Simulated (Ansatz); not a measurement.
# Pb: the change of pressure and energy less free atoms with volume scale

Periodic Kohn-Sham DFT of a crystal at fixed atoms, scaled to volume_scale times the given cell; pressure positive in compression, energy less spherical unpolarised free atoms, largest_vzz the field gradient of largest size among the nuclei. The results are calculated, by Ansatz 0.2.0.

The cell before it is scaled or strained (space group Fm-3m, No. 225):
```
cell vectors (Å)
   0.0000     2.5205     2.5205
   2.5205     0.0000     2.5205
   2.5205     2.5205     0.0000
atoms (fractions of the cell vectors)
Pb  0.00000  0.00000  0.00000
```

Settings of every row: method all-electron LAPW; functional PBE; relativity scalar; k mesh 13x13x13; filling fermi-dirac; smearing width 0.05 eV; basis error target 0.25 meV/atom; nucleus gaussian.

Atom start moment: 0 on all atoms.

Limits: no spin-orbit coupling on heavy atoms.

| row | volume scale | V (Å³/atom) | pressure (GPa) | energy less free atoms (eV/atom) |
| --- | --- | --- | --- | --- |
| 1 | 0.9405 | 30.12 | ? | ? |
| 2 | 0.97 | 31.064 | 1.274 | -3.5523 |
| 3 | 1 | 32.024 | 0.01 | -3.556 |
| 4 | 1.03 | 32.986 | -1.044 | -3.5528 |
| 5 | 1.06 | 33.947 | -1.931 | -3.5438 |

Question: what pressure and energy less free atoms should row 1 give?

Worked fit of pressure. Take u = (V_r/V)^(2/3) − 1 with V_r = 32.505 Å³ an atom, which is twice the finite (Eulerian) strain; such expansions in the strain, on which the Birch-Murnaghan equation of state is built, carry the rest volume and the bulk modulus. The shown rows have u = 0.03069, 0.00999, -0.00975, -0.02852. Least squares give pressure = −0.5406 + 53.709 × u + 175.39 × u² GPa; a straight line predicts inner rows, each left out in turn, worse (root mean square 0.098 against 0.0078 GPa). The rows lie off it by 0.001, -0.003, 0.004, -0.001. The pressure vanishes at u = 0.0098, or V = 32.04 Å³ an atom, and there the bulk modulus at fixed shape and fractions is B = −V dP/dV = (2/3)(1 + u) dP/du = 38.5 GPa. The withheld row has u = 0.05212, so the fit gives −0.5406 + 53.709 × (0.05212) + 175.39 × (0.05212)² = 2.735 GPa.

The calculation gave 2.76 GPa. The fit lies 0.025 GPa (0.53 % of the column's range) below it; its largest miss of a shown row is 0.004 GPa. This row lies beyond the range of the fit.

Worked fit of energy less free atoms. Take u = (V_r/V)^(2/3) − 1 with V_r = 32.505 Å³ an atom, which is twice the finite (Eulerian) strain; such expansions in the strain, on which the Birch-Murnaghan equation of state is built, carry the rest volume and the bulk modulus. The shown rows have u = 0.03069, 0.00999, -0.00975, -0.02852. Least squares give energy less free atoms = −3.55519 − 0.1619 × u + 8.341 × u² eV/atom; a straight line predicts inner rows, each left out in turn, worse (root mean square 0.0046 against 4.9e-05 eV/atom). All shown rows lie on it to the printed digit. The withheld row has u = 0.05212, so the fit gives −3.55519 − 0.1619 × (0.05212) + 8.341 × (0.05212)² = -3.5410 eV/atom.

The calculation gave -3.5405 eV/atom. The fit lies 0.0005 eV/atom (3.2 % of the column's range) below it; its largest miss of a shown row is 0.0000 eV/atom. This row lies beyond the range of the fit.
